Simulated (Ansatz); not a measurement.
**Correcting a cheap level on molecular compounds of Nb**

The vertical ionisation energy (cation less neutral) in eV of 7 molecular compounds of Nb: x at wB97X-V/def2-TZVPP, y at CCSD(T)/def2-TZVPP. Shapes, held fixed at every level: PBE0-D4/def2-TZVP. Flexible molecules stand in one conformer, not always the lowest. Programs: Ansatz 0.2.0.

| molecule | x (eV) | y (eV) |
| --- | --- | --- |
| C2H8FN2Nb (SMILES C[N]=[Nb]([CH3])([NH2])[F]) | 9.14 | 9.35 |
| C2H8ClN2Nb (SMILES C[N]=[Nb]([CH3])([NH2])[Cl]) | 9.24 | ? |
| C3H9F3NNbO (SMILES C[O][Nb]([F])([F])([F])[N](C)C) | 9.40 | 9.48 |
| C3H10NNbO3 (SMILES C[O][Nb](=[NH])([O]C)[O]C) | 9.50 | 9.63 |
| CH5ClNNbOS (SMILES C[O][Nb]([NH2])(=[S])[Cl]) | 9.53 | 9.59 |
| Nb(NH2)(OH)2O | 10.30 | 10.16 |
| Nb(OH)3F2 | 12.02 | 11.97 |

Problem. Fit y = c + s·x to the known rows and predict y for C2H8ClN2Nb.

Solution. 
1. Means of the 6 rows: x = 9.9817, y = 10.030.
2. Σ(Δx)² = 5.7389, Σ(Δx·Δy) = 5.2794, so the slope is 5.2794/5.7389 = 0.91993.
3. Intercept: 10.030 − (0.91993) × 9.9817 = 0.848. The largest residual of the fit is 0.16.
4. C2H8ClN2Nb: 0.848 + 0.91993 × 9.24 = 9.35 eV.

CCSD(T)/def2-TZVPP gives 9.40 eV, so the prediction is off by -0.05 eV, within the largest residual. Uncorrected, wB97X-V/def2-TZVPP misses it by -0.16 eV, and the other rows by 0.11 on average. The line removes about 70 % of this miss. Left out in turn, the other rows are missed by 0.17 eV on average, worse than no correction. Cations run unrestricted. For atoms past krypton def2 sets carry core potentials with scalar relativity. Outer-core shells of Nb are correlated, in sets that cover them unevenly.

All seven molecules are formally d⁰ Nb(V), so the electron removed must come largely from the ligands rather than from a metal d shell. This explains why Nb(OH)3F2, with only hard oxygen and fluorine donors, lies highest, while compounds with imido, amido, alkyl or sulfido groups ionise more easily. Exchanging fluoride for chloride in the methylimido pair barely changes the energy, which suggests that the hole sits mainly on the shared nitrogen and carbon ligands.

wB97X-V lies below CCSD(T) for every molecule except the two hydroxides, where it lies above. The error therefore probably follows the character and delocalisation of the hole, which a line in the ionisation energy captures only indirectly. Its slope also rests heavily on Nb(OH)3F2, far from the other points. The good prediction for the chloride shows that it resembles its fluoride analogue in the sign of its error; given the leave-one-out result, it doesn't establish a transferable correction for niobium compounds.
